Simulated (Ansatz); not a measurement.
# Gate voltage and capacitance of a puckered PAs monolayer charged by one gate, from −10 to +6 × 10¹³ electrons per cm² (PBE-D3(BJ))

Phosphorus and arsenic have five valence electrons each, so in the puckered PAs layer every atom makes three bonds and keeps a lone pair. All seven members are this one layer, with electrons removed or added by a gate. My question is how the gate voltage rises with the induced density, and whether the layer charges like a metal plate lying at its outermost atoms. This matters because the voltage needed for a given density depends on where the induced charge sits. The voltage is counted from that of the neutral layer, and the capacitance is set against the 1.36 μF/cm² of a bare 6.5 Å vacuum gap.

## Systems and settings

Ansatz 0.2.0, plane-wave Kohn-Sham DFT with its default PAW datasets, PBE-D3(BJ), Coulomb interaction cut off along the normal. The layer is relaxed neutral (cell and atoms), then held. One charged sheet stands 6.5 Å outside the outermost atoms of the upper face, behind a model barrier of 10 eV placed 1.5 Å nearer; the layer holds the opposite charge. Mesh 30×40×1, Fermi-Dirac smearing of 0.026 eV, spin-paired, no spin-orbit coupling. The voltage is read from the planar potential behind the sheet against the layer's Fermi level.

Notes on method and selection:

- A vacuum gap of 6.5 Å alone has a capacitance of 1.36 μF/cm².
- The capacitance is the series of the electrostatic and the quantum capacitance; at few carriers the latter depends on mesh and smearing.
- The neutral layer's Kohn-Sham gap along the symmetry path is 0.57 eV, with the valence top between Γ and X and the conduction bottom at Γ.
- In a layer with a gap the smearing places the neutral Fermi level somewhere in the gap, so the zero of voltage is arbitrary and only the window between the branches counts.
- In puckered layers the gap follows the soft armchair axis, which the dispersion term shortens.
- Densities at which electrons spill towards the barrier, and series whose voltage is not monotonic, are not listed.
- Runs in which the search for lower states was switched off are not listed.
- Work functions and vacuum levels are read from the electrostatic potential (Hartree and local ionic parts), which a warning of a rough exchange-correlation potential in thin density does not concern.
- The default PAW datasets of this version of Ansatz are the set soft_2.
- Runs that did not converge, have known faults or may not be shown are not listed, and runs on Ansatz's PAW sets soft_1 and soft_2 are kept to separate tables.

Columns:

- carrier density (10¹³ cm⁻²): electrons added per area, negative for holes.
- back work function (eV): work function of the face away from the gate.
- gate voltage (V): gate voltage less that of the neutral layer.
- capacitance (μF/cm²): differential capacitance e·Δn/ΔV from the previous row to this one.
- equivalent distance (Å): vacuum distance with that capacitance, ε₀/C.

## Results

| member | branch | carrier density (10¹³ cm⁻²) | back work function (eV) | gate voltage (V) | capacitance (μF/cm²) | equivalent distance (Å) |
| --- | --- | --- | --- | --- | --- | --- |
| −10 | holes | −10 | 4.745 | −10.366 | – | – |
| −6 | holes | −6 | 4.686 | −6.367 | 1.60 | 5.52 |
| −3 | holes | −3 | 4.585 | −3.341 | 1.59 | 5.58 |
| −1 | holes | −1 | 4.474 | −1.296 | 1.57 | 5.65 |
| +1 | electrons | 1 | 3.856 | 1.239 | – | – |
| +3 | electrons | 3 | 3.852 | 3.124 | 1.70 | 5.21 |
| +6 | electrons | 6 | 3.877 | 5.802 | 1.79 | 4.93 |

Least-squares fits to the whole series, with x = carrier density (10¹³ cm⁻²); R² and errors in the fitted variable (y, or ln y where the fit is in ln y):

| y | branch | members | fit | R² | rms residual | leave-one-out rms | the same for the mean of the others |
| --- | --- | --- | --- | --- | --- | --- | --- |
| gate voltage (V) | holes | 4 | y = −0.30652 + 1.0072 x | 1.00 | 0.015 | 0.040 | 4.6 |

## Reading the trend

The voltage rises by roughly 1 V for each 10¹³ electrons per cm², with an extra step between the hole and electron branches. The capacitance exceeds that of the vacuum gap in every listed interval, by 15 to 18 % for holes (1.57 to 1.60 μF/cm²) and by 25 to 32 % for electrons (1.70 and 1.79 μF/cm²).

I derive the voltage from electrostatics. The gate and the layer carry opposite charges, so there is no field behind the gate or beyond the back face, and the potential is flat in both regions. The atoms are held, so only the electrons respond. If the centroid of the induced charge lies a distance d from the gate, the potential difference between the two flat regions changes by e·n·d/ε₀.

The same difference can be followed through the layer's Fermi level. From there to the vacuum at the back is the back work function W, and from there to the region behind the gate is an energy that falls by e·V when the gate is made positive. Equating the two routes gives V + W − W₀ = s·n, where W₀ is the back work function of the neutral layer and W in eV is read as volts.

With n in 10¹³ cm⁻² and d in Å, s = 0.181·d, because 1.602 × 10⁻¹⁹ × 10¹⁷ × 10⁻¹⁰ / (8.854 × 10⁻¹²) = 0.181 V. The one approximation I add is that d is the same at every density. The model is then

V(n) = W₀ − W(n) + s·n,

with two parameters, s and W₀, and with W(n) taken from the table.

The term s·n is the charging of a plate capacitor. The term in W carries the step across the band gap, the filling of the bands and their shift in the field that enters the layer. A d below 6.5 Å means that the induced charge is centred outside the outermost nuclei, in the tail of the electron density, and this is why the capacitance beats that of the gap.

## Testing the model

I fix the model on −1 and +1, the two members on either side of the neutral layer. Their sums V + W are −1.296 + 4.474 = 3.178 and 1.239 + 3.856 = 5.095. Hence s = (5.095 − 3.178) / 2 = 0.9585 V per 10¹³ cm⁻² and W₀ = (5.095 + 3.178) / 2 = 4.1365 eV. The distance is d = 0.9585 / 0.181 = 5.30 Å, so the induced charge is centred 6.5 − 5.30 = 1.2 Å outside the outermost atoms.

The same pair shows what the gap costs. The voltage between them rises by 1.239 + 1.296 = 2.535 V, of which 2 × 0.9585 = 1.917 V charges the capacitor. The rest is the drop in back work function, 4.474 − 3.856 = 0.618 eV, close to the neutral layer's Kohn-Sham gap of 0.57 eV.

For four other members I take W from the table:

- −10: 4.1365 − 10 × 0.9585 − 4.745 = −10.19 V, against −10.366 V.
- −6: 4.1365 − 6 × 0.9585 − 4.686 = −6.30 V, against −6.367 V.
- +3: 4.1365 + 3 × 0.9585 − 3.852 = 3.16 V, against 3.124 V.
- +6: 4.1365 + 6 × 0.9585 − 3.877 = 6.01 V, against 5.802 V.

Over all five members outside the fixing pair, the root-mean-square miss is 0.13 V, while their voltages scatter by 6.0 V about their mean. Because W is an input, this tests the electrostatics and the fixed d; it is not a forecast from the density alone.

## Exceptions

The model voltage is too high at all five members not used to fix it. At −3 the sum is 4.1365 − 3 × 0.9585 − 4.585 = −3.32 V against −3.341 V, a miss of 0.02 V. The misses grow towards both ends, to 0.17 V at −10 and 0.21 V at +6, so a fixed d is only an approximation.

Taking d from neighbouring rows shows how it moves. Between −10 and −6 it is (10.366 − 6.367 + 4.686 − 4.745) / 4 / 0.181 = 5.44 Å, and between +3 and +6 it is (5.802 − 3.124 + 3.877 − 3.852) / 3 / 0.181 = 4.98 Å. The intervals between these fall in order:

- −6 to −3: (6.367 − 3.341 + 4.585 − 4.686) / 3 / 0.181 = 5.39 Å.
- −3 to −1: (3.341 − 1.296 + 4.474 − 4.585) / 2 / 0.181 = 5.34 Å.
- −1 to +1: 5.30 Å, as found above.
- +1 to +3: (3.124 − 1.239 + 3.852 − 3.856) / 2 / 0.181 = 5.20 Å.

 A positive gate draws the electron tail outwards and a negative one pushes it back, which has the right sign on both branches.

On the hole branch the capacitance nevertheless rises slightly with added holes, although d grows. The back work function changes more slowly there, by 0.015 V per 10¹³ cm⁻² between −10 and −6 against (4.585 − 4.474) / 2 = 0.056 V between −3 and −1, and this outweighs the longer d. A density of states that grows deeper in the valence band is a possible reason. From +3 to +6 the back work function even rises, though filling the conduction band alone would lower it; a likely reason is that the field of the positive gate pulls the layer's states down against the vacuum at the back.

## What to take away

From −10 to +6 × 10¹³ cm⁻², apart from the voltage step at the band gap, the layer charges much like a plate whose surface lies about 1 to 1.5 Å outside its outermost atoms, further out for electrons than for holes. Densities with electrons spilling towards the barrier are left out, so this holds only for charge that stays on the layer.

Two omitted effects are larger than the misses of the model. A solid dielectric in place of the vacuum, with a relative permittivity of about 4, would raise the capacitance at the same spacing by up to about that factor, and by less where part of the gap stays empty. Semilocal functionals such as PBE also make gaps too small, so the real voltage step between the branches should be wider, by perhaps 0.5 to 1 V.
